\textbf{Student.} The band of a phosphorus array in silicon is supposed to follow from two integrals of a hydrogen atom. Silicon has six conduction valleys and an anisotropic mass. What is hydrogenic about that?

\textbf{Lecturer.} Only the model. We keep one valley with an isotropic mass $m^*$ and screen the donor ion with the static dielectric constant $\epsilon$. The envelope then obeys a hydrogen equation with
\begin{equation}
\mathrm{Ry}^*=\mathrm{Ry}\,\frac{m^*/m_e}{\epsilon^2},\qquad
a_B=a_0\,\frac{\epsilon}{m^*/m_e},\qquad
V(r)=-2\,\mathrm{Ry}^*\frac{a_B}{r},
\end{equation}
and its ground state is $\phi=e^{-r/a_B}/\sqrt{\pi a_B^3}$ at $E_0=-\mathrm{Ry}^*$. I take $\epsilon=11.7$, the compiled 300 K value (Ioffe Institute), and ignore its temperature dependence. For the mass I carry two choices. Set A uses a typical conductivity mass, $m^*=0.26\,m_e$, which gives $\mathrm{Ry}^*=25.8$ meV and $a_B=2.38$ nm. Set B has the mass chosen so that $\mathrm{Ry}^*$ equals a typical P binding energy of 45.6 meV, which takes $m^*=0.459\,m_e$ and gives $a_B=1.35$ nm. Unrounded values are carried below. The larger binding is 0.041 of the compiled gap of 1.12 eV (Wing 2021), so the valence band can stay out.

\textbf{Student.} Then show me the integrals.

\textbf{Lecturer.} Measure lengths in $a_B$, put donors $a$ and $b$ a distance $\rho=d/a_B$ apart, and use $\xi=(r_a+r_b)/\rho\in[1,\infty)$ and $\eta=(r_a-r_b)/\rho\in[-1,1]$. The volume element is $(\rho/2)^3(\xi^2-\eta^2)\,d\xi\,d\eta\,d\varphi$, and $\phi_a\phi_b=e^{-\rho\xi}/\pi$. Define $A_n=\int_1^\infty\xi^ne^{-\rho\xi}d\xi$, so that $A_0=e^{-\rho}/\rho$, $A_1=e^{-\rho}(\rho^{-1}+\rho^{-2})$ and $A_2=e^{-\rho}(\rho^{-1}+2\rho^{-2}+2\rho^{-3})$. The overlap is
\begin{equation}
S=\frac{\rho^3}{4}\int_1^\infty\!\!d\xi\int_{-1}^{1}\!\!d\eta\,(\xi^2-\eta^2)\,e^{-\rho\xi}
=\frac{\rho^3}{2}\Big(A_2-\frac{A_0}{3}\Big)=e^{-\rho}\Big(1+\rho+\frac{\rho^2}{3}\Big).
\end{equation}
Since $1/r_a=2/[\rho(\xi+\eta)]$ cancels one factor of $\xi^2-\eta^2$, and the term odd in $\eta$ integrates to zero,
\begin{equation}
t\equiv\langle a|V_a|b\rangle=-2\,\mathrm{Ry}^*\rho^2A_1=-2\,\mathrm{Ry}^*(1+\rho)\,e^{-\rho}.
\end{equation}

\textbf{Student.} Why the potential of $a$? There are two ions.

\textbf{Lecturer.} Because $\phi_b$ is an eigenfunction of the kinetic energy plus $V_b$. Write $H=T+V_b+U_b$, where $U_b$ is the potential of everything except ion $b$. Then $\langle a|H|b\rangle=E_0S+\langle a|U_b|b\rangle$ and $\langle b|H|b\rangle=E_0+\Delta$ with $\Delta=\langle b|U_b|b\rangle$. With nearest neighbours $\boldsymbol\delta$ only, and $\gamma(\mathbf k)=\sum_{\boldsymbol\delta}e^{i\mathbf k\cdot\boldsymbol\delta}$, the Bloch sum has the energy
\begin{equation}
E(\mathbf k)=E_0+\Delta+\frac{t_{\rm eff}\,\gamma(\mathbf k)}{1+S\gamma(\mathbf k)},\qquad
t_{\rm eff}=\langle a|U_b|b\rangle-S\Delta .
\label{band}
\end{equation}
To first order in $e^{-\rho}$ the denominator is 1, and the width is $W=|t_{\rm eff}|\,(\gamma_{\max}-\gamma_{\min})$. Keeping only $V_a$ in $U_b$ and dropping $S\Delta$ gives the familiar $t_{\rm eff}=t$.

\textbf{Student.} I object to dropping it. Add a constant $C$ to the potential and no bandwidth may change. In Eq.~\eqref{band} the first term gains $CS$ and the second removes it, so they belong together. And a Coulomb tail is nearly a constant.

\textbf{Lecturer.} The objection holds. The potential of ion $a$ averaged over the charge cloud on $b$ follows from Gauss's law,
\begin{equation}
J=\langle b|V_a|b\rangle=-2\,\mathrm{Ry}^*\Big[\frac1\rho-e^{-2\rho}\Big(1+\frac1\rho\Big)\Big],
\end{equation}
and it falls only as $1/\rho$. So $JS$ is of order $\rho e^{-\rho}$, like $t$ itself. We also have to say what the other donors do, because a lattice sum of bare Coulomb terms diverges. Take one electron out of a neutral array and align the remaining spins. An electron hopping from $b$ to the empty site $a$ sees two bare ions, while every other site $c$ is neutral, with a potential falling as $e^{-2r_c}$. The three-centre integrand then decays as $e^{-(r_a+r_b+2r_c)}$. By the triangle inequality $r_a+r_c$ and $r_b+r_c$ are each at least $\rho$, so these terms are of order $e^{-2\rho}$ or smaller. What remains, with the orbitals frozen, is the two-centre ion:
\begin{equation}
t_{\rm eff}=t-JS\simeq-2\,\mathrm{Ry}^*e^{-\rho}\Big(\frac{2\rho}{3}-\frac1\rho\Big).
\label{teff}
\end{equation}
The vacancy band is the electron band upside down and has the same width.
\begin{center}
\begin{tabular}{ccccc}
\hline
$\rho$ & $S$ & $|t|/\mathrm{Ry}^*$ & $|t_{\rm eff}|/\mathrm{Ry}^*$ & $t/t_{\rm eff}$\\
\hline
4 & 0.189 & 0.183 & 0.0885 & 2.07\\
6 & 0.0471 & 0.0347 & 0.0190 & 1.83\\
8 & 0.0102 & 0.00604 & 0.00349 & 1.73\\
\hline
\end{tabular}
\end{center}
The ratio falls slowly towards $3/2$. It never reaches 1.

\textbf{Student.} Now I have two candidates, and both use frozen orbitals. How do I know the smaller one is nearer the truth?

\textbf{Lecturer.} The leading large-distance term of the exact two-centre splitting comes from a surface integral, the Holstein--Herring method. In units of $\mathrm{Ry}^*$ and $a_B$, $H=-\nabla^2-2/r_a-2/r_b$. Let $\psi_a=(\psi_g+\psi_u)/\sqrt2$ be localised on $a$, and let $s$ run along the axis from $a$. Apply Green's theorem to the half-space containing $a$, where $\int\psi_g\psi_u\simeq1/2$. On the midplane $\psi_u=0$, $\psi_g=\sqrt2\psi_a$ and $\partial_s\psi_u=\sqrt2\,\partial_s\psi_a$, so
\begin{equation}
|t_\infty|=\tfrac12(E_u-E_g)=-2\int_{\rm mid}\psi_a\,\partial_s\psi_a\,dA .
\end{equation}
With $\psi_a=\phi_a$ the right side is $\rho e^{-\rho}$. But ion $b$ distorts the tail. Put $\psi_a=\phi_a\chi$ with $\chi$ slowly varying and the energy $-1-2/\rho$. Near the axis this leaves $\chi'/\chi=1/(\rho-s)-1/\rho$ with $\chi(0)=1$, so $\ln\chi(\rho/2)=\ln2-\tfrac12$ and $\chi^2=4/e$. Hence
\begin{equation}
|t_\infty|\simeq\frac4e\,\rho\,e^{-\rho}\,\mathrm{Ry}^*,
\end{equation}
up to relative corrections of order $1/\rho$. The coefficients of $\rho e^{-\rho}$ are then 1.47 for the exact asymptote, 1.33 for $t_{\rm eff}$ and 2 for $t$. At large $\rho$ Eq.~\eqref{teff} is 9 per cent low and the bare integral 36 per cent high. I use $t_{\rm eff}$ from here on and print widths to two figures.

\textbf{Student.} The lattice factor looks easy. Each site has $z$ neighbours, $\gamma$ runs from $-z$ to $z$, and $W=2z|t_{\rm eff}|$. For fcc that makes 24.

\textbf{Lecturer.} The upper end is safe, $\gamma(0)=z$, and since $t_{\rm eff}<0$ it is the band bottom. The value $-z$ needs a state that changes sign across every bond. That exists when the sites split into two sublattices with bonds only between them. Flipping the sign on one sublattice then maps $\gamma$ to $-\gamma$, and $W=2z|t_{\rm eff}|$: a factor 12 for sc, 16 for bcc, and 8 for the diamond lattice, where the two bands of the two-site cell together span $\pm4$. The fcc lattice has triangles of nearest neighbours, and three mutually bonded sites cannot all alternate. With cube edge $L$ and $x,y,z'=\cos(k_iL/2)$,
\begin{equation}
\gamma_{\rm bcc}=8xyz',\qquad \gamma_{\rm fcc}=4(xy+yz'+z'x).
\end{equation}
Both are linear in each cosine, so their extremes occur at $\pm1$. For fcc, equal signs give 12 and any mixed choice gives $-4$. The width is $16|t_{\rm eff}|$, the same as bcc at equal $d$ although $z$ is 12.

\textbf{Student.} So at equal spacing diamond, sc, bcc and fcc stand as $8:12:16:16$. But I would compare arrays at equal donor density.

\textbf{Lecturer.} Then the order reverses. With 8, 1, 2 and 4 sites per cube, $d\,n^{1/3}$ is $\sqrt3/2$, 1, $2^{1/3}\sqrt3/2$ and $2^{1/6}$. Take $n=10^{18}$ cm$^{-3}$, so $n^{-1/3}=10$ nm, with set B, and treat the positions as continuous.
\begin{center}
\begin{tabular}{lcccccc}
\hline
array & $d$ (nm) & $\rho$ & $zS$ & $|t_{\rm eff}|$ (meV) & $W/|t_{\rm eff}|$ & $W$ (meV)\\
\hline
diamond & 8.66 & 6.42 & 0.14 & 0.61 & 8 & 4.9\\
sc & 10.00 & 7.41 & 0.10 & 0.27 & 12 & 3.2\\
bcc & 10.91 & 8.09 & 0.08 & 0.15 & 16 & 2.4\\
fcc & 11.22 & 8.32 & 0.09 & 0.12 & 16 & 1.9\\
\hline
\end{tabular}
\end{center}
The cause is visible in Eq.~\eqref{teff}. Its logarithmic slope is
\begin{equation}
\frac{d\ln|t_{\rm eff}|}{d\rho}=-1+\frac{2\rho^2+3}{\rho\,(2\rho^2-3)},
\end{equation}
which is $-0.86$ at $\rho=7.41$. A closely packed lattice keeps its neighbours further away at a given density. From sc to fcc the lattice factor gains $16/12$, while the longer bond multiplies the hop by 0.46. The lattice factor is a fixed number and the loss is exponential in $n^{-1/3}/a_B$, so the reversal grows on dilution. From bcc to fcc the factor gains nothing, and the whole drop comes from the distance.

\textbf{Student.} You called this first order. What does the denominator in Eq.~\eqref{band} do?

\textbf{Lecturer.} Evaluate it at the two band edges:
\begin{equation}
W_{\rm bip}=\frac{2z|t_{\rm eff}|}{1-z^2S^2},\qquad
W_{\rm fcc}=\frac{16|t_{\rm eff}|}{(1+12S)(1-4S)}\simeq16|t_{\rm eff}|(1-8S).
\end{equation}
On a bipartite lattice the bottom rises and the top rises by the same amount at lowest order, so the width changes only by $z^2S^2$, at most 2 per cent in the table. The fcc edges are unequal, the cancellation fails, and the factor is 0.94. I quote these as sizes and do not apply them, because the three-centre terms on the fcc triangles are also of relative order $e^{-\rho}$. The control parameter is $zS$, and near $zS=1$ the nearest-neighbour form is meaningless.

\textbf{Student.} In bcc the second shell is only $2/\sqrt3$ times further out. That cannot be negligible.

\textbf{Lecturer.} As a hop it is large. From Eq.~\eqref{teff} at the densities of the table, $t_2/t_1$ is 0.33 for bcc, 0.067 for sc and 0.046 for fcc. But in sc and bcc the second shell lies on the same sublattice, so the sign flip leaves its term alone and both edges move equally. The width stays $2z|t_1|$ as long as the top stays where it was. In bcc $\gamma_2=4(x^2+y^2+z'^2)-6$. The corner with all cosines of size 1 and negative product has energy $8|t_1|-6|t_2|$, and its rival, the point $x=y=z'=0$, has $6|t_2|$. The top moves only for $t_2/t_1>2/3$. In sc both terms are linear in each $\cos k_id$, the competing corners have $6|t_1|-12|t_2|$ and $2|t_1|+4|t_2|$, and the threshold is $1/4$. In fcc the top is degenerate along the line $x=-z'=1$, the second shell selects $y=0$, and the width becomes $16|t_1|+4|t_2|$, larger by 1 per cent. The shape of the bcc band does change strongly, only its total width is protected.

\textbf{Student.} And the distance dependence in real units? Your two input sets must disagree badly.

\textbf{Lecturer.} They do. For the sc array:
\begin{center}
\begin{tabular}{cccccc}
\hline
$d$ (nm) & $\rho_A$ & $6S_A$ & $W_A$ (meV) & $\rho_B$ & $W_B$ (meV)\\
\hline
10 & 4.20 & 1.0 & -- & 7.41 & 3.2\\
15 & 6.30 & 0.23 & 4.6 & 11.12 & 0.12\\
20 & 8.40 & 0.04 & 0.77 & 14.82 & 0.0039\\
\hline
\end{tabular}
\end{center}
I leave the first entry of set A empty, since $zS=1.0$ there. The next one carries an overlap correction of 5 per cent. Set B has the larger energy unit and still the narrower band, by a factor 39 at 15 nm, because the mass enters $\mathrm{Ry}^*$ linearly and enters $e^{-\rho}$ through the exponent. In temperature units $W_B/k_B$ is 37 K at 10 nm and 1.4 K at 15 nm. With the bare integral the 10 nm value would be 5.6 meV in place of 3.2 meV. The same slope sets the tolerance for placing donors. In set B at 10 nm it is $-0.64$ per nm, so lengthening a bond by one silicon lattice constant, approximately 0.543 nm, multiplies its hop by about 0.71.

\textbf{Student.} One electron per site half fills this band. Is the array a metal?

\textbf{Lecturer.} Not where the formula applies. Two electrons in one frozen orbital repel with
\begin{equation}
U=2\,\mathrm{Ry}^*\!\int_0^\infty\!4r^2e^{-2r}\Big[\frac1r-e^{-2r}\Big(1+\frac1r\Big)\Big]dr=\frac54\,\mathrm{Ry}^*,
\end{equation}
which is 57.0 meV in set B and 32.3 meV in set A. Then $W/U$ is 0.056 for set B at 10 nm and 0.14 for set A at 15 nm. Orbital relaxation lowers $U$, but only to roughly $\mathrm{Ry}^*$, because the second electron is barely bound. So the neutral array is a Mott insulator, and $W$ is the width available to a vacancy among aligned spins. Other spin backgrounds change that band, and an added electron uses a more diffuse orbital that these integrals do not describe. You could solve $12|t_{\rm eff}|=U$ and find $\rho=3.8$, but $6S$ is 1.3 there, so the expansion has failed before the crossing.

\textbf{Student.} Back to my first question. Which number do I believe for phosphorus in silicon?

\textbf{Lecturer.} All of them are the model's. Set A binds the donor about 43 per cent more weakly than is typical for phosphorus, so its tail is too long for that mass and its widths too large. Set B has the binding by construction, which tests nothing, and obtains it in the wrong way. The extra binding comes from the short-range potential near the nucleus, while the tail still moves with the band mass. The decay length $\hbar/\sqrt{2m^*E}$ for $0.26\,m_e$ and 45.6 meV is 1.79 nm, between the two radii, so on this count set B is too narrow. The valleys act in the other direction. The ground state is the symmetric sum over six minima at $\pm k_0$ on the cube axes. With one isotropic envelope and intervalley terms dropped, each valley contributes the same hop times a phase $e^{i\mathbf k_\mu\cdot\mathbf d}$, and
\begin{equation}
t_{\rm 6v}=\frac{t_{\rm eff}}{3}\,\big(\cos k_0d_x+\cos k_0d_y+\cos k_0d_z\big).
\end{equation}
Along a cube axis the factor is $(2+\cos k_0d)/3$, between $1/3$ and 1. In a general direction it can vanish or change sign, and it varies on the scale of the silicon lattice. The mass anisotropy weights the valleys unequally and makes the decay length depend on direction. So the model's 3.2 meV for the sc array at 10 nm fixes a scale, uncertain by a factor of several either way. What carries over is the dominance of the exponential in $d$, and, for equal bonds of negative sign, the lattice factors 8, 12, 16 and 16.